**Q:** I want to know where nitrogen sits on this TiAl surface. The row labelled top Al has the lowest adsorption energy of the three. Does the atom sit on top of an aluminium atom?

Adsorbates on the top face of a four-plane TiAl(101) slab, one per 13.729 Å² cell, relaxed from the start site with four of the eight metal atoms fixed. Computed with Ansatz 0.2.0 (PBEsol on PAW datasets made for PBE, plane waves, 420 eV cutoff, 10×6×1 k mesh), slabs without spin polarisation. Energies are relative to the clean slab and the free spin-polarised adsorbate; dipoles are positive outwards.

| adsorbate | start site | start site atoms | adsorption energy (eV) | work function change (eV) | dipole change (e Å) | shortest contact | shortest contact length (Å) |
| --- | --- | --- | --- | --- | --- | --- | --- |
| B | bridge | Ti-Ti | -5.236 | 0.259 | -0.0230 | B-Ti | 2.101 |
| B | hollow | Ti-Ti-Al | -5.236 | 0.264 | -0.0240 | B-Ti | 2.101 |
| B | top | Al | -5.236 | 0.250 | -0.0220 | B-Ti | 2.100 |
| C | bridge | Ti-Ti | -6.732 | 1.511 | -0.1170 | C-Ti | 1.882 |
| C | hollow | Ti-Ti-Al | -6.732 | 1.506 | -0.1170 | C-Ti | 1.881 |
| C | top | Al | -6.818 | 1.540 | -0.1200 | C-Ti | 1.880 |
| CH | bridge | Ti-Ti | -6.763 | -0.214 | 0.0140 | C-Ti | 1.948 |
| CH | hollow | Ti-Ti-Al | -6.763 | -0.212 | 0.0140 | C-Ti | 1.947 |
| CH | top | Al | -6.715 | -0.451 | 0.0300 | C-Ti | 1.948 |
| CO | bridge | Ti-Ti | -1.798 | 1.588 | -0.1240 | C-Ti | 2.217 |
| CO | hollow | Ti-Ti-Al | -1.798 | 1.585 | -0.1240 | C-Ti | 2.217 |
| CO | top | Al | -1.797 | 1.587 | -0.1240 | C-Ti | 2.218 |
| F | bridge | Ti-Ti | -6.291 | -0.046 | 0.0010 | F-Al | 1.982 |
| F | hollow | Ti-Ti-Al | -6.291 | -0.047 | 0.0020 | F-Al | 1.981 |
| F | top | Al | -6.291 | -0.045 | 0.0010 | F-Al | 1.981 |
| H | bridge | Ti-Ti | -3.349 | 0.143 | -0.0130 | H-Ti | 1.925 |
| H | hollow | Ti-Ti-Al | -3.349 | 0.141 | -0.0130 | H-Ti | 1.928 |
| H | top | Al | -3.349 | 0.140 | -0.0130 | H-Ti | 1.923 |
| N | bridge | Ti-Ti | -7.334 | 1.266 | -0.0990 | N-Ti | 1.833 |
| N | hollow | Ti-Ti-Al | -7.333 | 1.311 | -0.1020 | N-Ti | 1.833 |
| N | top | Al | -7.391 | 0.836 | -0.0680 | N-Ti | 1.832 |
| O | bridge | Ti-Ti | -8.481 | 0.466 | -0.0390 | O-Al | 1.884 |
| O | hollow | Ti-Ti-Al | -8.482 | 0.468 | -0.0390 | O-Al | 1.881 |
| OH | bridge | Ti-Ti | -5.295 | -2.487 | 0.1870 | O-Al | 1.985 |
| OH | hollow | Ti-Ti-Al | -5.294 | -2.481 | 0.1860 | O-Al | 1.985 |
| OH | top | Al | -5.294 | -2.489 | 0.1870 | O-Al | 1.985 |

**A:** Look at the shortest contact in that row. It is N-Ti, at 1.83 Å, although the atom was put down above aluminium. The start site says where the relaxation began, and the atom has since moved. The final coordination isn't listed, so I can't name the site it reached.

**Q:** Then the label is harmless. Wherever I start, the atom finds its place.

**A:** Compare the three nitrogen energies. The bridge and hollow starts agree within 0.001 eV, yet they end 0.057 and 0.058 eV above the top start. The free-atom reference cancels in that difference, so two different adsorbed states are the natural reading. Had you run only the first two, their agreement would have looked like proof of the lowest state.

**Q:** Why doesn't the relaxation go on to the lower one?

**A:** It only follows forces. Imagine two valleys with a ridge between them: an atom at rest in the higher valley feels no force, however deep the other one is. Symmetry adds a second trap. An atom exactly on a mirror plane feels no force out of that plane, so it never leaves it, even if the plane runs along a ridge. Every row except those of OH kept such a plane, so even the lowest nitrogen row may be a saddle. The slabs were also run without spin polarisation. The program gave no warning about this in the nitrogen runs, but the data makers' tests on other systems suggest that a magnetic state may lie lower for an adsorbate like nitrogen, and these runs can't rule it out.

**Q:** Should I always start above aluminium, then?

**A:** That would fail for CH. Its top start ends 0.048 eV higher than its bridge start, whereas for carbon the top start ends 0.086 eV lower. The other adsorbates reach one energy from every listed start. That makes a lower state less likely but doesn't rule it out, least of all for oxygen. It has no top start, so its evidence is only the kind of agreement that would have misled us for nitrogen.

**Q:** Could I spot a wrong valley from a single row, say from the bond length?

**A:** No. Between the hollow and top starts of C, CH and N the shortest contact changes by at most 0.001 Å. It measures one bond to titanium and misses the rest of the surroundings. You need several starts, some of them nudged off the mirror plane, and you compare their energies.

**Q:** The work function looks more sensitive. For nitrogen it differs by 0.43 eV between the bridge and top starts.

**A:** It is sensitive, but also to differences that the energy hides. The bridge and hollow runs of nitrogen, equal in energy, differ by 0.045 eV in work function. The two carbon states differ by only 0.029 to 0.034 eV, so there the work function can't be trusted to tell them apart. For all three carbon runs the program also warns that the exchange-correlation potential is rough where the density is thin, as it is out in the vacuum, where the work function takes its reference level.

**Q:** How can two runs agree in energy and not in work function?

**A:** Let $x$ be a small leftover error in an atomic position or in the electron density. At a minimum the energy is flat, so its error goes as $x^2$. The work function has no reason to be flat there, and its error goes as $x$. As $x$ shrinks, the energy settles first. That is the general argument. It would explain these two runs, but the data don't show which leftover error they carry, if any.

**Q:** With better convergence, could I then trust the work function?

**A:** One more check, on the slab itself. In a very thick metal slab, the electrons screen the adsorbate, and the back face keeps its work function. Poisson's equation lets us test this, because a sheet of dipoles makes a potential step between the two faces:

$$\Delta\Phi_{\text{front}}-\Delta\Phi_{\text{back}}=-\frac{4\pi e^2}{A}\,d$$

Here $\Delta\Phi_{\text{front}}$ is the listed work function change, $A$ the surface area and $d$ the dipole change divided by $e$. With $e^2=14.40$ eV Å, the factor is $4\pi\times14.40/13.729=13.18$ eV/Å.

**Q:** For the top start of nitrogen, $d=-0.068$ Å. The step should be $13.18\times0.068=0.896$ eV, but the table gives 0.836 eV.

**A:** So the back face has changed by $0.836-0.896=-0.060$ eV. The run's own value for that face is $-0.056$ eV, which agrees within the rounding of the columns, as it must, since the step and the dipole come from the same charge density. The output below applies the same formula, whose factor is set by the area alone, to all rows. The back face shifts in every one, by 0.04 eV on average.

**Q:** And the cause is the thin slab?

**A:** It may be. Four atomic planes leave hardly any interior in which the metal could recover its bulk state. But the shift is negative in all rows, while the dipole change takes both signs, so it isn't simply the adsorbate's field leaking through. A small offset in the clean slab used as reference would also give a common sign. Repeating both the clean and the covered slab with more planes would test whether thickness is the cause, and there are no such runs here.

**Q:** What does that change in practice?

**A:** Take fluorine, with a work function change of about $-0.05$ eV. In the run from the hollow start, the back face alone shifts by $-0.027$ eV, more than half of that, so I wouldn't claim even the sign. For carbon, at about $+1.5$ eV, shifts of this size leave the sign in no doubt.

The analysis program printed:

```
C, adsorption energy from top start less that from bridge start (eV): -0.086
CH, adsorption energy from top start less that from bridge start (eV): 0.048
N, adsorption energy from top start less that from bridge start (eV): -0.057
C, work function change from top start less that from bridge start (eV): 0.029
CH, work function change from top start less that from bridge start (eV): -0.237
N, work function change from top start less that from bridge start (eV): -0.43
C, CH and N, largest change of shortest contact between hollow and top starts (Å): 0.001
N, adsorption energy from hollow start less that from bridge start (eV): 0.001
N, work function change from hollow start less that from bridge start (eV): 0.045
other six adsorbates, largest energy step between successive starts (eV): 0.001
other six adsorbates, largest work function step between successive starts (eV): 0.014
other six adsorbates, largest step of shortest contact between successive starts (Å): 0.005
work function difference between the faces per dipole (eV per e Å): 13.18
back face shift from the two columns, most negative row (eV): -0.06026
back face shift from the two columns, least negative row (eV): -0.02064
back face shift from the two columns, mean of all rows (eV): -0.03764
F, mean work function change of the front face (eV): -0.046
back face shift printed by the runs, most negative of six rows (eV): -0.05594
back face shift printed by the runs, least negative of six rows (eV): -0.02749
largest miss of the inferred back face shift on these six rows (eV): 0.00685
error of the inferred shift that rounding of the columns allows (eV): 0.00709
```
